How the intrinsic plasmon satellite of a core line responds to a change of metal, doping, core level or hole charge

The question

An X-ray removes a core electron from potassium, treated as a free-electron gas with rs = 4.86 (approximate; rs is the radius of the sphere per conduction electron in bohr, here n = 1.40×10²² cm⁻³). The sudden positive charge shakes the conduction electrons. Some photoelectrons leave short by one or more plasmon energies (intrinsic satellites, strength a), and the main XPS line lies at a binding energy lower by the relaxation shift Δ than it would with frozen electrons. In which direction, and by how much, do a and Δ move when one thing is changed: (1) the electron density, (2) the background dielectric constant, (3) the host, to n⁺ silicon, (4) the size of the hole, (5) the plasmon dispersion, (6) the charge of the hole?

The result to reason from

Formulas are in atomic units (ħ = m = e² = 4πε₀ = 1; energy unit Ha = 27.21 eV, length unit 0.529 Å). Numbers are in eV, Å and cm⁻³.

The hole is immobile and couples linearly to bosons of energy ω_q with strength g_q. Each mode is then a displaced oscillator, and the cumulant form of the hole's Green's function is exact for this model (Langreth, 1970). With E₀ the frozen binding energy,

G(t) ∝ exp[−iE₀t + C(t)], C(t) = Σ_q (g_q²/ω_q²)(exp(−iω_q t) + iω_q t − 1).

The term −1 gives the main line the weight exp(−a), with a = Σ g_q²/ω_q². The term linear in t moves it to E₀ − Δ, with Δ = Σ g_q²/ω_q. Expanding the remaining exponential gives the n-plasmon satellite, at higher binding energy, the weight exp(−a)·aⁿ/n!. So a is the area ratio of the first intrinsic satellite to the main line.

For the electron gas put all loss strength at wave vector q into one pole, −Im 1/ε = (πωp²/2ω_q)·δ(ω − ω_q), whose weight is fixed by the f-sum rule, with ωp² = 4πn = 3/rs³. A point hole has the potential v_q = 4π/q², so g_q² = v_q ωp²/(2ω_q) per unit volume. With Σ_q → ∫d³q/(2π)³,

a = (ωp²/π)∫dq/ω_q³, Δ = (ωp²/π)∫dq/ω_q².

Take ω_q = ωp + q²/2, which joins the plasmon at q = 0 to free-electron recoil at large q. Put q = x/ℓ with ℓ = 1/√(2ωp). The integrals from 0 to ∞ are ∫dx/(1+x²)³ = 3π/16 and ∫dx/(1+x²)² = π/4, so

a = 3√2/(16√ωp) = 0.201·rs^(3/4),
Δ = √(2ωp)/4 = 1/(4ℓ) = 12.7 eV·rs^(−3/4),
ħωp = 47.1 eV·rs^(−3/2).

Two corollaries do most of the reasoning below: a = (3/4)·Δ/ωp, and a·Δ = 3/32 Ha = 2.55 eV at any density. Δ is a Coulomb energy over the screening length ℓ, and a is roughly that energy counted in plasmon quanta.

For K the model gives ħωp = 4.40 eV, ℓ = 0.93 Å, a = 0.659 and Δ = 3.87 eV. The weights of main line, first and second satellite are 0.517, 0.341 and 0.112. The first satellite peaks at its onset ħωp and has a tail; its mean loss is Δ/a = (4/3)ħωp = 5.87 eV. Three figures are kept only to compare cases inside the model.

Change 1: density, by another atom or by strain

Reasoning. A denser gas screens over a shorter length, so Δ rises, as √ωp. The quantum ωp rises faster, so the number of quanta falls, as 1/√ωp. Going from K to Al should roughly halve a and double Δ; going to Cs should raise a slightly.

Calculation, with approximate rs as inputs (valence electrons for Si):

metal, rs, ħωp (eV), a, Δ (eV), exp(−a)
Cs, 5.62, 3.54, 0.735, 3.47, 0.479
K, 4.86, 4.40, 0.659, 3.87, 0.517
Na, 3.93, 6.05, 0.562, 4.54, 0.570
Al, 2.07, 15.8, 0.348, 7.34, 0.706
Si, 2.01, 16.5, 0.340, 7.50, 0.712

The ratio Al/K is (2.07/4.86)^(3/4) = 0.527. The Si row ignores the gap: with a typical dielectric constant of 11.7 the valence electrons cancel only the fraction 1 − 1/11.7 = 0.91 of a static long-wave field, so the row carries a further uncertainty of order ten per cent.

For strain, rs ∝ V^(1/3) gives δa/a = +(1/4)δV/V, δΔ/Δ = −(1/4)δV/V and δωp/ωp = −(1/2)δV/V. To first order a 1 % volume expansion raises a by 0.25 %, lowers Δ by 10 meV in K and 18 meV in Al, and lowers ħωp by 22 meV in K and 79 meV in Al. The satellite spacing is the better density gauge; its area hardly moves.

Change 2: a polarisable background

Ion cores add a background constant ε∞, so that ε(ω) = ε∞ − ωp²/ω² at small q and the plasmon drops to Ω = ωp/√ε∞. Take ε∞ = 1.15 as an approximate value for K.

Reasoning. Reading a ∝ 1/√ωp with the lower plasmon energy suggests a rise by ε∞^(1/4), or 3.6 %. That has the wrong sign, because the background also screens the hole's field before the plasmon feels it. From 1/ε = (1/ε∞)[1 + Ω²/(ω² − Ω²)], the coupling becomes g_q² = v_qΩ²/(2ε∞ω_q). The factor 1/ε∞ outweighs ε∞^(1/4), so a falls.

Calculation. With ω_q = Ω + q²/2 the same integrals give a = 3√2/(16ε∞√Ω) ∝ ε∞^(−3/4) and Δ = √(2Ω)/(4ε∞) ∝ ε∞^(−5/4). Then ħΩ = 4.10 eV, a = 0.594 (down 10 %), Δ = 3.25 eV (down 16 %). This Δ is the conduction-electron part only; the cores add their own relaxation through much higher excitations. A uniform ε∞ is also crude when ℓ is as small as an ion.

Change 3: the carrier gas of n⁺ silicon

Now the gas is the conduction electrons of a source/drain region, with typical inputs m* = 0.26 (conductivity mass) and ε∞ = 11.7, and the hole is a Si core hole.

Reasoning. The gas is seventy times more dilute than in K at 2×10²⁰ cm⁻³, which alone would raise a. But with Ω² = 4πn/(ε∞m*) and ω_q = Ω + q²/2m*, the problem is the same one in effective units: length a₀* = 0.529 Å·ε∞/m* = 23.8 Å and energy Ha* = 27.21 eV·m*/ε∞² = 51.7 meV. In these units the gas is dense. Expect a well below the value in K, falling further with doping as n^(−1/4), while Ω grows as n^(1/2) and Δ as n^(1/4).

Calculation. a = 0.201·rs*^(3/4) with rs* the sphere radius over a₀*, and a·Δ = (3/32)Ha*.

n (cm⁻³), radius (Å), rs*, ħΩ (eV), a, Δ (meV)
2×10²⁰, 10.6, 0.445, 0.30, 0.110, 44
1×10²¹, 6.20, 0.261, 0.67, 0.073, 66

Fivefold doping multiplies a by 5^(−1/4) = 0.669. These are the model's numbers for parabolic bands, and they come on top of the valence plasmon of Change 1. Three effects compete with them. Impurity scattering broadens the plasmon by ħ/τ = ħe/(μm*) = 0.09 eV for a typical mobility of 50 cm²/Vs, so the satellite is a shoulder. At 10²¹ cm⁻³ it falls near the Si 2p spin-orbit partner, typically 0.6 eV away, so a singlet level such as Si 1s is the cleaner probe. And binding energies are read from the Fermi level: the 22 meV gain in Δ is small beside band filling, which for six valleys with a typical density-of-states mass of 0.33 per valley raises E_F by 0.22 eV at zero temperature, partly offset by gap narrowing.

Change 4: a shallower, larger core level

Let the hole charge have the mean square radius ⟨r²⟩. Then g_q is multiplied by its form factor f(q) ≈ 1 − q²⟨r²⟩/6.

Reasoning. Smearing removes short waves, so a and Δ both fall. The weight 1/ω_q³ has ⟨q²⟩ = 2ωp/3, since ∫x²dx/(1+x²)³ = π/16 is one third of 3π/16. Hence δa/a ≈ −⟨q²⟩⟨r²⟩/3 = −2ωp⟨r²⟩/9. The weight 1/ω_q² reaches further out (⟨q²⟩ = 2ωp), so Δ is more sensitive, three times at leading order.

Calculation for K with a Gaussian cloud, f² = exp(−q²⟨r²⟩/3), and illustrative radii. An rms radius of 0.2 Å (a deep level) lowers a by 0.5 %, so the point hole is a good description. For 0.8 Å (a semicore level) the estimate is a drop of 8.2 %; the full integral gives a = 0.615, a drop of 6.7 %, and Δ = 3.38 eV, a drop of 13 %. All compact core lines of one metal should thus show nearly the same intrinsic strength.

Change 5: another dispersion, or a cutoff

Squaring the dispersion used so far gives ω_q² = ωp² + c·ωp·q² + q⁴/4 with c = 1. Lundqvist's form has kF²q²/3 as its middle term, which reproduces Thomas-Fermi screening in the static long-wave limit. This means c = kF²/(3ωp), and with kF = (9π/4)^(1/3)/rs = 0.746 Å⁻¹, c = 0.32 for K.

Reasoning. Softer modes are displaced more, so a and Δ rise. The integrand of a is (1 + 2cx² + x⁴)^(−3/2); its derivative at c = 1 gives δa/a = (5/16)(1 − c), or 21 %, and more than this because the integrand is convex in c.

Calculation. Numerical integration gives a = 0.86, up 30 %. The shift has the closed form Δ = (1/2)√(ωp/(1+c)) = 4.76 eV, up 23 %. Six isotropic valleys at 2×10²⁰ cm⁻³ in Si also give c = 0.32, so the same 30 % applies to that row.

The other common choice is a flat plasmon, ω_q = ωp, that ends at a sharp cutoff qc. Then a = qc/(πωp) and Δ = qc/π.

Reasoning. Flatness raises a and the cutoff lowers it, so the sign depends on qc. The break-even value is qc = 3π/(16ℓ) = 0.633 Å⁻¹.

Calculation. A flat plasmon meets the upper edge qkF + q²/2 of the electron-hole continuum at qc = √(kF² + 2ωp) − kF = 0.562 Å⁻¹, which gives a = 0.586 (down 11 %) and Δ = 2.58 eV. The rule qc = ωp/kF = 0.774 Å⁻¹ gives a = 1/(πkF) = 0.166·rs = 0.806 (up 22 %) and changes the density exponent from 3/4 to 1. That second qc is exactly where ωp + q²/2 enters the continuum. Stopping the dispersive integral there leaves a = 0.548, or 83 % of 0.659; the rest stands for pair excitations that form background and no peak. The choice of dispersion thus spreads a for K from 0.55 to 0.86. Trends with density are firmer than any single value.

Change 6: two holes on one atom

Reasoning. The coupling is proportional to the hole charge z, so a and Δ scale as z². An Auger line is different: it starts from a relaxed one-hole state, so the oscillators move from displacement g to 2g, a step of one charge.

Calculation. A double hole made at once in K has a = 2.64, a main-line weight of only 0.07 and Δ = 15.5 eV, where linear response is least trustworthy. A core-core-core Auger line, with both final holes taken as one point charge, has the strength (2 − 1)²a = 0.659, as in XPS. Its kinetic energy gains 4Δ − Δ = 3Δ, the XPS binding energy loses Δ, and their sum, the Auger parameter, gains 2Δ. The 1 % expansion of Al then lowers the Auger parameter by 37 meV.

What the model leaves out

Low-energy electron-hole pairs make the main line of a metal asymmetric (Doniach-Šunjić shape), and a single pole cannot show this. For q < 2kF and small ω the free-gas response has Im χ₀ = −ω/(2πq). With the Thomas-Fermi screened potential 4π/(q² + κ²), κ² = 4kF/π, lowest order gives a pair spectrum αω with

α = (4/π²)∫q dq/(q² + κ²)² from 0 to 2kF = (2/π²)[1/κ² − 1/(κ² + 4kF²)] = 0.22 for K.

The mean number of pairs per decade of loss energy is α·ln 10 = 0.51, comparable with a. The ratio a therefore refers to a main line whose area includes its tail.

The outgoing electron also makes plasmons (extrinsic losses). Let λ be its inelastic mean free path and λp that for plasmon creation alone. Over a path z the no-loss weight is exp(−z/λ) and the weight of one plasmon and nothing else is (z/λp)·exp(−z/λ). Integrating over z in a thick sample gives the ratio λ/λp, at most 1. If plasmons cause two thirds of the inelastic events, an illustrative share, the ratio is 0.67, as large as a in K and about twice a in Al. Interference between intrinsic and extrinsic amplitudes reduces the sum, most strongly at low kinetic energy.

As typical knowledge, intrinsic strengths extracted from XPS line fits are roughly 0.1 to 0.2 for Al and 0.3 to 0.4 for Na, so the model is high by a factor of about 1.5 to 3, and a miss in the same direction should be expected for K and Si. The signs found above, and the order of the metals, are the part to carry into the analysis of a spectrum.